# Erbium, emptying 4s₁/₂ by tenths: can the last two rows be forecast?

All-electron Dirac Kohn-Sham calculations with Quantum ESPRESSO ld1.x 7.5 and the PW91 functional for a spherical, spin-unpolarised Er atom with a point nucleus. Electrons are removed from 4s1/2, starting from the neutral configuration [Xe] (4f5/2)6 (4f7/2)6 (6s1/2)2, with all other occupations kept fixed.

| electrons removed (electrons) | energy less that of the starting configuration (eV) | emptied level eigenvalue (eV) | emptied level mean radius (bohr) | deviation from the straight line (eV) |
| --- | --- | --- | --- | --- |
| 0.000 | 0 | -425.15 | 0.50803 | 0.000 |
| 0.100 | 42.596 | -426.78 | 0.50793 | -0.819 |
| 0.200 | 85.359 | -428.48 | 0.50782 | -1.472 |
| 0.300 | 128.29 | -430.25 | 0.50772 | -1.951 |
| 0.400 | 171.41 | -432.07 | 0.50761 | -2.251 |
| 0.500 | 214.71 | -433.94 | 0.50750 | -2.366 |
| 0.600 | 258.20 | -435.87 | 0.50739 | -2.291 |
| 0.700 | 301.89 | -437.84 | 0.50728 | -2.021 |
| 0.800 | 345.77 | -439.85 | 0.50716 | -1.552 |
| 0.900 | ? | ? | ? | ? |
| 1.000 | ? | ? | ? | ? |

The runs are spherical Dirac Kohn–Sham atoms with PW91 and no spin polarisation. Let $x$ be the electrons removed, $E(x)$ the energy less that of the starting configuration, $\varepsilon(x)$ the emptied level eigenvalue and $\langle r\rangle$ its mean radius. The hole sits in an inner shell, so $x=1$ is a highly excited Er⁺ and $E(1)$ is not the first ionisation energy.

## Physical picture

Each slice of charge taken from 4s stops repelling what remains in that shell, so the level sinks and the next slice costs more. The table shows this: $\varepsilon$ deepens at every known step, from $-425.15$ to $-439.85$ eV, and $E$ is convex. Janak's theorem ties the two columns together:

$$\frac{dE}{dx}=-\varepsilon,\qquad U(x)=\frac{d^2E}{dx^2}=-\frac{d\varepsilon}{dx}.$$

Summing $-\varepsilon$ by the trapezoid rule reproduces the known energies within 0.006 eV. The theorem is built into Kohn–Sham theory, so this only checks that all rows lie on one self-consistent branch.

The curvature $U$ is 16.3 eV over the first step and 20.1 eV over the last known one, each uncertain by 0.1 eV through rounding. A frozen shell would give something of the order of $e^2/\langle r\rangle = 54$ eV, and the computed $U$ is only 0.30 to 0.37 of that. Two effects reduce it, and they are very unequal. Exchange-correlation cancels only a small part of the shell's repulsion on itself, because 4s lies in the dense core, where removing a slice of charge barely changes the exchange-correlation potential. Most of the reduction is screening. The other shells, seeing a more positive centre, move inward and return negative charge to the neighbourhood of the hole. Charge that lies wholly outside 4s acts there as a constant potential $q/R$, for charge $q$ at radius $R$, and a shrinking $R$ pushes the level back up without reshaping the orbital. That picture suits 5p and 6s. The largest response, however, comes from 4f, whose mean radius of about 0.8 bohr overlaps 4s, so for it $q/R$ only bounds the effect. Between $x=0.3$ and 0.6 the raw outputs give $q\,\Delta\langle 1/r\rangle$ of about 28 eV per electron removed for 4f, 5 eV for 5p and 3 eV for 6s.

The rise of $U$ by 23% cannot come from 4s itself getting tighter, because $\langle r\rangle$ falls by only 0.17% over the same rows. The raw outputs point to 4f and, less, to 6s, which stiffen as the ion forms and screen each further slice less well. From the interval 0.3–0.6 to the interval 0.6–0.7, the gain in $\langle 1/r\rangle$ per electron removed falls from 0.088 to 0.083 bohr⁻¹ for 4f7/2 and from 0.061 to 0.059 for 6s. The 5p shell goes the other way, from 0.033 to 0.035 for 5p3/2, as do 5s and 4d, and these offset part of the loss. Either way $U$ should go on rising smoothly. The gains from step to step have already eased from 0.7 to 0.4 eV.

## Model

I fitted $\varepsilon(x)$ by least squares to the nine known rows. A straight line (constant $U$) leaves a residual of 0.27 eV, a quadratic 0.014 eV, and a cubic 0.004 eV, which is within the 0.005 eV rounding of the column. As a trial, each was refitted up to $x=0.6$ and asked for 0.7 and 0.8; at 0.8 the three missed the table by $+0.55$, $-0.07$ and $+0.01$ eV. The cubic is therefore the forecast:

$$\varepsilon = -425.149-15.977x-3.605x^2+0.758x^3\ \text{eV}.$$

Its coefficients trade against each other and carry no separate meaning. Worked for $x=0.9$, a row outside the fit: $\varepsilon=-425.149-14.379-2.920+0.553\approx-441.90$ eV. Integrating on from the last known row gives $E(0.9)=345.77+0.1\,(439.85+441.90)/2=389.86$ eV. The same step once more, with $\varepsilon(1)=-443.97$ eV, gives $E(1)=434.15$ eV.

A second route expands $\varepsilon$ about the midpoint. The odd terms vanish on integrating from 0 to 1, which leaves

$$E(1)\approx-\varepsilon(\tfrac12)-\tfrac{1}{24}\varepsilon''(\tfrac12).$$

The first term is Slater's transition state, 433.94 eV. The cubic has $\varepsilon''(\tfrac12)=-4.94$ eV, so the correction is $+0.21$ eV.

The deviation from the straight line is $E(x)-xE(1)$, so the known entries of that column already contain the end point. The column entered no fit, but $E(1)$ and the deviation at 0.9 are not blind tests. The radii are. The eigenvalue forecasts use the eigenvalue column alone, but they are not fully blind either, since by Janak's theorem $E(1)$ fixes the mean eigenvalue over the last two steps.

## Forecasts

- No change of state; $U$ keeps rising more slowly, to 20–21.5 eV.
- $\varepsilon(0.9)$: $-441.85$ to $-441.95$ eV; $\varepsilon(1.0)$: $-443.9$ to $-444.1$ eV.
- $E(0.9)$: 389.83–389.89 eV; $E(1.0)$: 434.11–434.19 eV.
- Radii: 0.50704–0.50706 and 0.50691–0.50695 bohr.
- Deviation at 0.9: $-0.85$ to $-0.91$ eV, deeper than at 0.1; at 1.0 it is zero by definition.
- Constant $U$ gives too shallow an eigenvalue; $-\varepsilon(0)$ falls short of $E(1)$ by about 9 eV and Slater's value by about 0.2 eV.

These ranges are judged from the run of the steps. The cubic also carries a stricter bar, the larger of the trial miss and the gap to a quartic fit, plus rounding: $-441.896\pm0.012$ and $-443.974\pm0.026$ eV. A least-squares quadratic through the nine known radii gives 0.507045 and 0.506927 bohr, uncertain by one to two units of the table's last digit.

## Computed rows

The withheld rows as computed:

| electrons removed (electrons) | energy less that of the starting configuration (eV) | emptied level eigenvalue (eV) | emptied level mean radius (bohr) | deviation from the straight line (eV) |
| --- | --- | --- | --- | --- |
| 0.900 | 389.86 | -441.91 | 0.50704 | -0.880 |
| 1.000 | 434.15 | -444.00 | 0.50692 | 0.000 |

All listed ranges hold, with the radius at 0.9 on the lower edge of its range. On the rounded table the stricter bar fails once. The computed $\varepsilon(0.9)=-441.91$ eV lies 0.014 eV below the cubic against a bar of 0.012 eV, and $\varepsilon(1.0)=-444.00$ eV uses up the whole of its bar. The excess at 0.9 is rounding: the unrounded $-441.9069$ eV lies 0.011 eV below the cubic, inside the bar. Both misses have the same sign, as two points of one extrapolation tend to, and they say that the cubic lets $U$ level off slightly too soon. The last two steps give $U=20.6$ and $20.9$ eV where the cubic had 20.5 and 20.8. The forecast "more slowly" holds, though the rounded column hides it. The unrounded eigenvalues give mean $U$ of 18.74, 19.70, 20.34 and 20.93 eV over 0.3–0.6, 0.6–0.7, 0.7–0.9 and 0.9–1.0. Taken between the midpoints of these intervals, the slope of $U$ falls at each stage, from 4.8 to 4.0 eV per electron. The quadratic erred on the deep side, by 0.08 eV at $x=1$, and constant $U$ came out 0.71 eV too shallow.

The energies, 389.86 and 434.15 eV, match the forecast within rounding. That hit is cheap, apart from not being blind at $x=1$: an eigenvalue error of 0.03 eV acting over at most 0.2 electron moves $E$ by less than 0.006 eV. GGA totals of this program lie 0.2 to 0.9 mhartree (0.005 to 0.024 eV) low, but that is a fault of totals, and it largely cancels in these differences, as the Janak check within 0.006 eV shows. It is in any case far below the sag of the curve.

## What the full path teaches

The neutral-atom eigenvalue falls 9.00 eV short of $E(1)$ and the eigenvalue of the ion overshoots by 9.85 eV. With constant $U$ both errors would be $U/2$; they differ because $U$ grows. The midpoint cancels the linear drift and is 0.21 eV low, and the $\varepsilon''$ correction closes that gap. The mean of the two end eigenvalues is 0.43 eV high, about twice Slater's error with the opposite sign, as expected from the trapezoid term $-\varepsilon''/12=0.41$ eV.

For constant $U$ the deviation is $-\tfrac12Ux(1-x)$, or $-U/8$ at the midpoint. The cubic's $U(\tfrac12)=19.01$ eV gives $-2.377$ eV against $-2.366$ eV in the table. Rising $U$ tilts the sag towards large $x$: every pair $x$, $1-x$ is deeper on that side, $-0.880$ against $-0.819$ eV for the outermost.

Convexity of this kind is typical of semilocal functionals and is linked to self-interaction error. The exact straight-line condition, however, holds for ground states between integer electron numbers and not for a 4s hole held in place, so the 2.4 eV sag is no strict measure of the error of PW91. Nor is $E(1)$ a spectroscopic line. With spin switched off and the open 4f shell averaged to a sphere, the exchange splitting that a real 4s hole shows against the 4f moment is absent, as are Breit and QED terms.

The argument suggests what a neighbouring shell would do. The bare scale goes as $1/\langle r\rangle$, so a hole in a more compact shell should curve more strongly and a hole in the diffuse 6s far less. In each case the neutral eigenvalue should miss the removal energy by roughly $U/2$, while the half-electron eigenvalue misses only by the change of $U$ across the path divided by 24.
